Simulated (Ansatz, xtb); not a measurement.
## Relative energy of two isomers of C4H6Cl2Si

Structure I is `Cl/C=C1/CC[Si@@H]1Cl`, a singlet and structure II is `Cl[SiH2]C1=C(Cl)CC1`, a singlet. Both are isolated molecules in the gas phase, relaxed with PBE0-D3(BJ)/def2-SVP; the shapes shown needn't be the lowest conformers.

I (Å):

```yaml
atoms:
  - { symbol: C, position_ang: [-0.9233, 1.6706, -0.8905] }
  - { symbol: C, position_ang: [-0.6469, 0.9307, 0.1801] }
  - { symbol: C, position_ang: [0.7054, 0.4833, 0.7318] }
  - { symbol: C, position_ang: [0.2512, -0.6235, 1.7324] }
  - { symbol: Cl, position_ang: [-2.5376, 2.0358, -1.3808] }
  - { symbol: Cl, position_ang: [-2.8713, -1.5125, 0.8171] }
  - { symbol: Si, position_ang: [-1.5405, -0.0715, 1.4763] }
  - { symbol: H, position_ang: [-0.1667, 2.1062, -1.5516] }
  - { symbol: H, position_ang: [1.2102, 1.3133, 1.2546] }
  - { symbol: H, position_ang: [1.3999, 0.1208, -0.0441] }
  - { symbol: H, position_ang: [0.4266, -1.6370, 1.3417] }
  - { symbol: H, position_ang: [0.6908, -0.5600, 2.7374] }
  - { symbol: H, position_ang: [-2.2187, 0.6743, 2.5735] }
```

II (Å):

```xyz
13

C    -0.4021    0.2037    0.8180
C    -0.3323    0.0080    2.1490
C    -1.3283    1.0539    2.5443
C    -1.4355    1.3084    1.0119
Cl   -0.3239    0.4121   -2.3309
Cl    0.5844   -1.0738    3.1082
Si    0.4232   -0.5594   -0.6576
H     0.1094   -2.0103   -0.7804
H     1.9002   -0.3698   -0.6271
H    -2.2420    0.6755    3.0288
H    -0.9247    1.8889    3.1382
H    -2.4253    1.0974    0.5783
H    -1.1098    2.3088    0.6874
```

Quicker runs give these differences E(II) − E(I): GFN2-xTB −6.7 kcal/mol; HF/STO-3G +6.1 kcal/mol (at GFN2-xTB geometries); r2SCAN-D4/def2-SVP +6.5 kcal/mol (at GFN2-xTB geometries).

Q: Which of the two would you expect CCSD(T)/def2-SVP + ΔMP2/def2-TZVPP electronic energies to favour?

A: Structure I; the calculation gives E(II) − E(I) = +8.5 kcal/mol.

The same difference at several levels:

```json
{"level": "GFN2-xTB", "geometry": "GFN2-xTB", "E(II) − E(I) (kcal/mol)": "−6.7", "departure from the last row (kcal/mol)": "−15.2", "job, with rough time for the two": "optimisation, 0.24 s"}
{"level": "HF/STO-3G", "geometry": "GFN2-xTB", "E(II) − E(I) (kcal/mol)": "+6.1", "departure from the last row (kcal/mol)": "−2.4", "job, with rough time for the two": "single point, 0.46 s"}
{"level": "r2SCAN-D4/def2-SVP", "geometry": "GFN2-xTB", "E(II) − E(I) (kcal/mol)": "+6.5", "departure from the last row (kcal/mol)": "−1.9", "job, with rough time for the two": "single point, 5.1 s"}
{"level": "PBE0-D3(BJ)/def2-SVP", "geometry": "PBE0-D3(BJ)/def2-SVP", "E(II) − E(I) (kcal/mol)": "+7.7", "departure from the last row (kcal/mol)": "−0.8", "job, with rough time for the two": "optimisation, 61 s"}
{"level": "HF/def2-SVP", "geometry": "PBE0-D3(BJ)/def2-SVP", "E(II) − E(I) (kcal/mol)": "+6.3", "departure from the last row (kcal/mol)": "−2.1", "job, with rough time for the two": "part of the CCSD(T) run"}
{"level": "MP2/def2-SVP", "geometry": "PBE0-D3(BJ)/def2-SVP", "E(II) − E(I) (kcal/mol)": "+5.5", "departure from the last row (kcal/mol)": "−3.0", "job, with rough time for the two": "part of the CCSD(T) run"}
{"level": "CCSD(T)/def2-SVP", "geometry": "PBE0-D3(BJ)/def2-SVP", "E(II) − E(I) (kcal/mol)": "+6.2", "departure from the last row (kcal/mol)": "−2.2", "job, with rough time for the two": "single point"}
{"level": "CCSD(T)/def2-SVP + ΔMP2/def2-TZVPP", "geometry": "PBE0-D3(BJ)/def2-SVP", "E(II) − E(I) (kcal/mol)": "+8.5", "departure from the last row (kcal/mol)": "", "job, with rough time for the two": "single point, 78 s"}
```

As drawn, II has 1 C–C, 1 Si–H in place of 1 C–Si, 1 C–H.

GFN2-xTB puts the two in the other order. The largest departure from CCSD(T)/def2-SVP + ΔMP2/def2-TZVPP is that of GFN2-xTB, 15.2 kcal/mol. The last row adds to CCSD(T) the change of the MP2 difference between the two basis sets, here +2.2 kcal/mol.

With thermal terms from frequencies at re-optimised GFN2-xTB minima (ideal gas, soft modes damped towards free rotors, one conformer each, 298.15 K, 1 atm): the zero-point term adds −1.4 kcal/mol; ΔH is +7.1 and ΔG +6.9 kcal/mol.

The correlated steps freeze 19 core orbitals. Mirror images aren't counted in ΔG. Programs: Ansatz 0.2.0, xtb 6.7.1; the last row on 4 threads of Arm Neoverse V1 on a shared host.

Structure I is favoured at every level except GFN2-xTB. The likely main reason is the bond exchange: I keps a strong vinylic C–H bond and a polar C–Si bond, where II has a C–C bond and a weaker, hydridic Si–H bond. Ring strain probably works in the same direction, since cyclobutene forces two sp2 carbons into a small all-carbon ring, whereas I has only one in a ring with longer bonds to silicon. The total energies don't separate these contributions.

Correlation isn't what decides the order: in the def2-SVP basis, HF gives +6.3 and CCSD(T) +6.2 kcal/mol, so its net effect on the difference almost vanishes. The GFN2-xTB reversal lies in its energy function rather than its structures, because r2SCAN-D4 at those same geometries already favours I. With ΔH and ΔG nearly equal, entropy hardly matters, as expected for two monocyclic isomers. The preference is thermodynamic and says nothing about how readily the two interconvert.
